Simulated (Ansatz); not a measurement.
## A series in volume per atom on NiO

Results calculated with Ansatz 0.2.0, not measured. Periodic Kohn-Sham DFT of a crystal at fixed atoms; pressure and stress are positive in compression; the energy is the free energy less that of spherical unpolarised free atoms; site moments are those in the method's own spheres, positive along +z.

Cell of the first row (space group Fm-3m, No. 225):
```
NiO
1.0
      0.0000     2.0658     2.0658
      2.0658     0.0000     2.0658
      2.0658     2.0658     0.0000
Ni O
1 1
Direct
  0.00000 0.00000 0.00000
  0.50000 0.50000 0.50000
```

Settings of every row: method all-electron LAPW; functional PBE; relativity scalar; k mesh 16x16x16; filling fermi-dirac; smearing width 0.03 eV; basis error target 1 meV/atom; nucleus gaussian.

Atom:
```csv
element,start moment (bohr magneton)
Ni,1.5
O,0
```

Limits: semilocal functional can close the gap of open d or f salts; with one magnetic atom in the cell only parallel moments are possible.

```csv
row,volume per atom (Å³),pressure (GPa),energy less free atoms (eV/atom),cell moment (bohr magneton)
1,8.816,12.027,-6.5419,1.694
2,9.092,?,?,?
3,9.374,0.416,-6.5627,1.85
4,9.655,-4.393,-6.5591,1.898
5,9.936,-8.588,-6.5476,1.932
```

Question: what pressure and energy less free atoms should row 2 give?

Worked fit of pressure. Take u = (V_r/V)^(2/3) − 1 with V_r = 9.5145 Å³ an atom, which is twice the finite (Eulerian) strain; such expansions in the strain, on which the Birch-Murnaghan equation of state is built, carry the rest volume and the bulk modulus. The shown rows have u = 0.05215, 0.00997, -0.00973, -0.02848. Least squares give pressure = −2.0667 + 243.6 × u + 511.26 × u² GPa; a straight line predicts inner rows, each left out in turn, worse (root mean square 0.5 against 0.0091 GPa). The rows lie off it by 0.000, 0.003, -0.004, 0.002. The pressure vanishes at u = 0.0083, or V = 9.397 Å³ an atom, and there the bulk modulus at fixed shape and fractions is B = −V dP/dV = (2/3)(1 + u) dP/du = 169 GPa. The withheld row has u = 0.03074, so the fit gives −2.0667 + 243.6 × (0.03074) + 511.26 × (0.03074)² = 5.905 GPa.

The calculation gave 5.878 GPa. The fit lies 0.027 GPa (0.13 % of the column's range) above it; its largest miss of a shown row is 0.004 GPa.

Worked fit of energy less free atoms. Take u = (V_r/V)^(2/3) − 1 with V_r = 9.5145 Å³ an atom, which is twice the finite (Eulerian) strain; such expansions in the strain, on which the Birch-Murnaghan equation of state is built, carry the rest volume and the bulk modulus. The shown rows have u = 0.05215, 0.00997, -0.00973, -0.02848. Least squares give energy less free atoms = −6.56194 − 0.1894 × u + 11.003 × u² eV/atom; a straight line predicts inner rows, each left out in turn, worse (root mean square 0.011 against 9.5e-05 eV/atom). All shown rows lie on it to the printed digit. Its lowest point lies at u = 0.0086, or V = 9.393 Å³ an atom, and the curvature there gives the bulk modulus at fixed shape and fractions, B = (4/9)(1 + u)² E″(u)/V = 170 GPa. The withheld row has u = 0.03074, so the fit gives −6.56194 − 0.1894 × (0.03074) + 11.003 × (0.03074)² = -6.5574 eV/atom.

The calculation gave -6.5573 eV/atom. The fit lies 0.0001 eV/atom (0.48 % of the column's range) below it, one unit of the last digit.

The other values of row 2: cell moment 1.782 bohr magneton.
